## Muonic levels of xenon-132: orbit size, nuclear size and the polarised vacuum

A negative muon bound to a nucleus is a one-particle Coulomb problem with three lengths in it: the radius of the orbit, the radius of the nucleus, and the range over which virtual electron–positron pairs modify the Coulomb force. The table lists levels from the Dirac equation for a muon around a spherical xenon nucleus. A level is labelled by $n$, the letter for $l$, and $j$. The binding energy is counted positive. The column "finite nucleus less point nucleus", called the size shift below, is the change in binding when the point charge is replaced by the extended one, so a negative entry means less binding. The vacuum polarisation is the binding added by the Uehling potential, and $\langle r\rangle$ is the mean distance of the muon from the centre of the nucleus. The questions follow 1s1/2, the pair 2s1/2 and 2p1/2, and the pair 4d5/2 and 4f5/2.

Levels of a negative muon around a spherical xenon-132 nucleus (Z = 54), calculated with Radial Dirac-Fock and Kohn-Sham solver 3 from the Dirac equation with reduced mass and the Uehling potential to all orders. The nuclear charge is Gaussian with an rms radius of 4.7859 fm; nuclear polarisation, self-energy and electron screening are left out.

```tsv
level	binding energy (keV)	finite nucleus less point nucleus (keV)	vacuum polarisation (keV)	<r> (fm)
1s1/2	5924.3	-2658	40.816	9.746
2s1/2	1770.3	-396.4	9.1968	32.76
2p1/2	2116.6	-53.49	12.604	22.80
2p3/2	2057.7	-23.33	11.669	23.64
3s1/2	829.92	-122.2	3.2050	70.07
3p1/2	934.60	-18.31	3.9762	57.59
3p3/2	918.25	-8.245	3.7534	58.70
3d3/2	925.93	-0.1384	3.3266	48.64
3d5/2	917.82	-0.06277	3.2209	49.30
4d3/2	519.91	-0.08303	1.3824	97.78
4d5/2	516.50	-0.03795	1.3417	98.58
4f5/2	516.32	-0.000168	1.1200	84.39
4f7/2	514.62	-7.300e-05	1.1046	84.84
5f5/2	330.28	-0.000144	0.54094	148.0
5f7/2	329.41	-6.300e-05	0.53368	148.5
5g7/2	329.31	0	0.43255	129.6
5g9/2	328.79	0	0.42930	129.9
6g7/2	228.65	0	0.23163	207.5
6g9/2	228.35	0	0.22989	207.8
6h9/2	228.30	0	0.17903	184.2
6h11/2	228.10	0	0.17818	184.5
```

### 1. What sets the scale of the energies and radii, and how much does the reduced mass matter?

For a point nucleus the Dirac levels are known in closed form. With $|\kappa| = j + \tfrac12$, $n_r = n - |\kappa|$ and $\gamma = \sqrt{\kappa^2 - (Z\alpha)^2}$,

$$B_{\rm point} = \mu c^2\left[1 - \frac{n_r+\gamma}{\sqrt{n_r^2 + 2n_r\gamma + \kappa^2}}\right], \qquad a = \frac{\hbar}{\mu c\,Z\alpha},$$

where $\mu$ is the reduced mass and $a$ the Bohr radius. Energies scale as $\mu$ and lengths as $1/\mu$. The muon is 206.8 times heavier than the electron, which turns tens of keV into MeV and, with $Z\alpha = 0.3941$, brings $a$ down to 4.743 fm. The rms radius $R$ of the nucleus is 1.009 times that.

The formula has no adjustable constant (the nuclear mass is taken as 132 atomic mass units) and gives 8541.9 keV for 1s. The calculation also gives the 1s size shift to finer digits, −2658.46 keV, and the sum $8541.90 - 2658.46 + 40.82 = 5924.26$ keV agrees with the tabulated binding. The sum closes within the rounding of the table in every row. This is the accounting of the calculation and not a test of its physics, but it allows any gap to be split into point, size and polarisation parts that add.

The reduced mass lowers all point bindings by 0.0859 %, which is 7.34 keV for point 1s. The real 1s level is less sensitive. At fixed $Z\alpha$ the binding has the form $\mu c^2 f(\mu R)$, so a heavier particle gains in the prefactor but shrinks further into the nucleus. Question 6 finds that a 1 % larger radius costs 21.3 keV out of $8541.9 - 2658.5 = 5883.4$ keV, or 0.36 %. The binding thus goes as $\mu^{1-0.36}$, and the correction is about $0.64 \times 0.0859\,\% \times 5883$ keV, some 3 keV. A reduced mass placed in the Dirac equation is only the leading treatment of recoil; the relativistic part is left out.

### 2. Which is bound more strongly, 2s1/2 or 2p1/2, and why?

In the point limit they are degenerate at 2157.52 keV, because the formula depends only on $n$ and $j$. In the table 2p1/2 is bound more by 346.3 keV, and 2s is even less bound than 2p3/2. The columns show the cause: the size shifts contribute 342.9 keV to the gap and vacuum polarisation 3.4 keV. The pattern repeats at $n = 3$, where 3s lies 104.7 keV above 3p1/2 and is the least bound level of its shell.

Gauss's law explains the sign. A muon at radius $r$ feels a force only from the charge inside $r$, so the potential no longer dives as $-1/r$ but flattens to a finite depth. Relative to the point nucleus this is a repulsive bump confined to the nuclear volume, and it costs most for states with density at the centre. The s states have it; the others are held off by the centrifugal barrier.

The opposite limit gives the same order. If the nucleus were much larger than the orbit, the muon would move in a nearly harmonic well, where the lowest p level lies one quantum above the ground state and 2s two quanta above. Between the Coulomb limit, with 2s and 2p together, and the oscillator limit, with 2s a full quantum above 2p, the s level can be expected to stay on top. Xenon, with $R \approx a$, lies between these limits.

### 3. How fast does the size shift fall with $l$, and where does first-order theory fail?

Let the nuclear charge have a spherical density $\rho$ normalised to one. The difference between the finite and the point potential comes from the charge outside $r$:

$$\delta V(r) = Z\alpha\hbar c \int_r^\infty 4\pi r'^2\rho(r')\left(\frac1r - \frac1{r'}\right)dr'.$$

If the nucleus is small against the orbit, the radial density of the muon across it is a single power, $C r^p$. Exchanging the order of integration gives

$$\Delta E = C\,Z\alpha\hbar c\,\frac{\langle r^p\rangle_{\rm nuc}}{p(p+1)}.$$

Without relativity $p = 2l+2$ and $C \propto a^{-(2l+3)}$. Each step in $l$ brings a factor $(R/a)^2$, which is near one here, and a steep fall in the numerical part of $C$, because the centrifugal barrier keeps a muon of higher $l$ away from the centre even at equal $n$. The table shows the collapse: 3p3/2 is shifted 59.6 times more than 3d3/2, and 4d5/2 about 226 times more than 4f5/2. These pairs share $|\kappa|$, and a good part of the d3/2 and f5/2 shifts comes from their small components (question 4), so the large components alone fall more steeply still. The zeros for g and h are values below the last place kept, $10^{-6}$ keV; first order gives about $-1\times10^{-7}$ keV for 5g7/2.

The dependence on $n$ at fixed $l$ sits in $C$, which for hydrogenic functions goes as $1/n^3$ for s, $(n^2-1)/n^5$ for p and $(n^2-1)(n^2-4)/n^7$ for d. For 3d against 4d this predicts $(40/2187)/(180/16384) = 1.66$, and the d3/2 rows give $0.1384/0.08303 = 1.67$. For 2p against 3p it predicts $(3/32)/(8/243) = 2.85$, and the p3/2 rows give $23.33/8.245 = 2.83$. The same rule would put 4p3/2 near $-8.245 \times (15/1024)/(8/243) \approx -3.7$ keV. The s levels fall short of their law, with 6.71 in place of 8 for 1s against 2s and 3.24 in place of 3.375 for 2s against 3s.

The 1s level shows why. Here $p = 2$ and $C = 4/a^3$, so $\Delta E = \tfrac23 Z\alpha\hbar c\,R^2/a^3$. The non-relativistic binding is $B_0 = Z\alpha\hbar c/2a$, hence $\Delta E/B_0 = \tfrac43 (R/a)^2 = \tfrac43 \times 1.009^2 = 1.357$. To find $B_0$, note that $(Z\alpha)^2 = 0.1553$, $\gamma = 0.9191$ and $B_{\rm point} = \mu c^2(1-\gamma)$, so $B_0 = 8541.9 \times 0.0777/0.0809 \approx 8.20$ MeV. The estimate is $1.357 \times 8.20 = 11.1$ MeV, more than the whole binding and about four times the tabulated 2658 keV. Nothing in it was fitted, and it fails in two steps. The density is not a pure power across a nucleus as large as $a$: averaging $\delta V$ for a Gaussian charge over the full point-Dirac function brings the estimate down to 4920 keV. What is left, a factor 1.85, is the response of the wave function. The point value of $\langle r\rangle$ is $a(\gamma + \tfrac12) = 4.743 \times 1.419 = 6.73$ fm, and the table has 9.746 fm. The muon moves out of the region that has become expensive, which lowers the cost.

The same first-order average overshoots the table by 52 to 60 % for 2s and 3s, by about 35 % for p1/2, 15 % for p3/2, and 3 to 5 % for d, and agrees within 1.5 % for f. A shift that is small against the binding is not enough for first order to work: for 2p3/2 it is about 1 % of the point binding and the estimate is still 15 % off, and the overshoot barely changes from 2p to 3p. What counts is how strongly the wave function is distorted inside the nucleus, and that falls with $l$.

### 4. Why is the 2p doublet narrower than for a point nucleus?

The point formula puts 2p1/2 88.2 keV below 2p3/2; the table has 58.9 keV. The size shifts remove 30.2 keV and vacuum polarisation returns 0.9 keV. The narrowing occurs because the more strongly bound member also suffers the larger size shift, by a factor 2.29.

Theory accounts for this through the power $p$. For Dirac functions the density near a point nucleus goes as $r^{2\gamma}$, and $\gamma$ depends on $j$, not on $l$. A p1/2 state has $|\kappa| = 1$, like s1/2: its small component carries orbital angular momentum zero and reaches the centre, with a weight of order $(Z\alpha)^2$. The state is also more compact overall, 22.80 fm against 23.64 fm. The first effect does not vanish at low $Z$. There the large component starts as $r^2$ and the small one as $\tfrac32(\hbar/\mu c)\,r$ with the same coefficient, so the formula of question 3 gives, for a Gaussian charge, a ratio of small to large contributions of $\tfrac92(\hbar/\mu cR)^2$, free of $Z$. With $\hbar/\mu c = aZ\alpha = 1.869$ fm the factor tends to about 1.7 as $Z\alpha \to 0$ at fixed $\mu$ and $R$, and finite $Z\alpha$ raises it further through the more compact p1/2 function. At low $Z$ it would approach one only for a nucleus large against the muon's Compton length.

The factor is much the same higher up, about 2.2 to 2.3 in every p, d and f doublet, for example $0.1384/0.06277 = 2.20$ for 3d. What changes is the absolute size. The 3d splitting, $925.93 - 917.82 = 8.11$ keV, slightly exceeds the point value $922.74 - 914.67 = 8.07$ keV, since there the polarisation difference outweighs the size difference. The p doublets carry information on the nucleus; from d upward the doublets are close to pure Dirac fine structure.

### 5. Where does vacuum polarisation overtake nuclear size, and what does this do to the order of levels?

Virtual pairs screen a charge at distances beyond the reduced electron Compton length, $\lambda_e = 386.2$ fm. Closer in, the muon sees a larger effective charge. For a point nucleus the Uehling potential is the Coulomb potential times a positive function of $r/\lambda_e$, which goes as $(2\alpha/3\pi)[\ln(\lambda_e/r) - 5/6 - 0.58]$ for $r \ll \lambda_e$ and dies exponentially for $r \gg \lambda_e$. Every $\langle r\rangle$ in the table is below $\lambda_e$, so the effect is a smooth strengthening over most of the orbit. With a prefactor near $1.5\times10^{-3}$ it amounts to a few tenths of a per cent. Along the levels of highest $l$ and $j$ it falls steadily from 0.689 % of the binding for 1s through 0.215 % for 4f7/2 to 0.078 % for 6h11/2. An electron in the same field would have $a = 4.743 \times 206.8 \approx 981$ fm, outside the screening length, and would feel only a short-range correction.

A long-range term falls slowly with $l$ and a contact-like term falls fast, so they cross. Polarisation is 0.015 of the size shift for 1s, half of it for 2p3/2, and 24 times it for 3d3/2; it is the smaller term in all s and p rows and the larger in all rows from d up. The radii flip at the same place: $\langle r\rangle$ exceeds the point value in every s and p row and is 0.1 to 0.3 % below it from d up, as added repulsion and added attraction require.

Pairs of equal $n$ and $j$, degenerate in the point limit, record the contest. Both effects act more on the lower $l$ when the wave functions are near their point form, but with opposite signs. For 3p3/2 and 3d3/2 size wins: the d level is bound more by 7.68 keV, made of +8.11 from size and −0.43 from polarisation. For 4d5/2 and 4f5/2 the order reverses, and the lower $l$ is bound more by 0.18 keV, made of −0.04 and +0.22. The f–g and g–h pairs follow it with 0.10 and 0.05 keV, each uncertain by 0.01 keV from rounding. The mean radius is a poor guide here. The 4d5/2 orbit has the larger $\langle r\rangle$, 98.58 against 84.39 fm, yet the larger polarisation, because the lower $l$ penetrates further and a potential steeper than $1/r$ rewards penetration.

Averaging the point-nucleus Uehling potential over point-Dirac functions, with nothing fitted, gives 0.995 to 0.998 of the tabulated values from d to h. Two effects of similar size and the same sign make up the small deficit. One is the second-order gain from the contraction of the orbit, since the calculation carries this potential to all orders. The other is the spreading of the source over the nucleus, which strengthens a screened potential outside it and weighs more for the smaller orbits. The model overshoots by 3 to 10 % for p and fails for s, by a factor 2.30 for 1s. It also has the order wrong: it gives $1.785 \times 9.20 = 16.4$ keV for 2s and $1.102 \times 12.60 = 13.9$ keV for 2p1/2, whereas in the table 2s has the smallest polarisation of its shell, as 3s has of its own. Theory offers two causes that act together: the s muon is pushed outward, which the radii show, and the source of the potential is smeared over the nucleus, which removes its singular core. Their shares were not separated.

### 6. What would change with another nuclear shape, radius or charge?

The calculation uses a Gaussian charge, and the first matter is how clearly the rows tell this shape from another. Two densities were compared at the same rms radius: $\exp(-3r^2/2R^2)$, and a Fermi form with 2.3 fm skin whose half-density radius, 5.645 fm, is fixed by $R$. The high-$l$ rows probe high moments, about $\langle r^8\rangle$ for 4f7/2, and hence the tail of the charge. First order gives 1.00 of the tabulated 4f7/2 shift for the Gaussian and 0.40 for the Fermi form; for 3d5/2 the figures are 1.03 and 0.65. A value below one is also the wrong side, because the neglected relaxation of the lowest state of a symmetry should reduce the cost, as for 1s. The p rows cannot decide: the Fermi ratio is nearer one for them, but first order is not accurate there. A direct integration of the Dirac equation for 1s, without polarisation, gives −2658.5 keV for the Gaussian and −2712.3 keV for the Fermi form. The Gaussian value agrees with the table.

The two shapes differ by 53.8 keV in 1s, more than its whole vacuum polarisation. The sign is opposite to that of the d and f rows, and the moment picture explains both. At equal $\langle r^2\rangle$ the Gaussian has the larger higher moments. For high $l$ these set the leading term and raise the shift. For s the leading term is the same for both shapes, and the higher moments enter the first correction, which is negative because the muon density falls off across the nucleus.

Increasing the Gaussian radius by 1 % in the same integration lowers the 1s binding by 21.3 keV, so the shift grows locally as $R^{0.80}$. The exponent is close to 2 for a small nucleus and tends to zero for a very large one, where the shift saturates at the point binding. Xenon is far along this path, and the 1s level measures a mixture of moments and not $R$ alone.

The change with element can only be argued. Since $a \propto 1/Z$ and $R \propto A^{1/3}$, halving both $Z$ and $A$ would bring $R/a$ to about 0.4 and the contact estimate $\tfrac43(R/a)^2$ to about 0.2, where first order should err much less than here, though it would still not be accurate. In a heavier atom 1s sinks further toward the oscillator limit, the p doublets narrow more relative to the point value, and size competes with polarisation more strongly in the d levels.

### 7. Which digits can be trusted?

As a solution of the stated model the digits can be expected to hold to the rounding. The sum closes, the independent integration reproduces the 1s size shift, and the polarisation from d to h is matched to about half a per cent, though not every entry was recomputed. The f shifts are the exception in appearance: they are resolved to $10^{-6}$ keV, so the 4f7/2 entry has two figures, whatever zeros follow.

As a statement about xenon the answer depends on $l$. A heavy nucleus has a flat interior and a thin surface, which a Gaussian does not resemble, so the absolute s and p energies are not predictions. The change of shape moved 1s by 53.8 keV, or 0.9 % of its binding, and lines that end on 1s, such as 2p3/2 to 1s1/2 at 3866.6 keV (6472.5 keV for a point nucleus), must be taken as uncertain by tens of keV. The last printed digit of 1s, 0.1 keV, corresponds to $0.1/21.3$ of 1 % of $R$, about $2\times10^{-4}$ fm. Nuclear polarisation and the muon's self-energy are left out, and each is of keV size for 1s as a rough recalled figure. The neglect of hyperfine splitting in deformed nuclei does not bite in its static form, because this even–even nucleus has spin zero.

From d upward the nucleus hardly matters: the 3d3/2 shift of the Fermi form is smaller by about a quarter, and this changes the level by only about 0.03 keV. The limits there are higher-order vacuum polarisation, roughly a per cent of the Uehling term by a recalled estimate, relativistic recoil, and screening by electrons. Screening lowers all bindings by a nearly common amount, of keV size while the inner electrons are present, which cancels in the lines; what is left in the differences grows with the size of the orbit. In level differences these effects reach the second decimal of a keV, and for lines from $n = 6$ to low levels screening can reach the first; it is not negligible against the g–h gap. The signs of the small gaps in question 5 stand clear of the rounding within this model, but a gap of 0.05 keV between 6g9/2 and 6h9/2 has one figure.
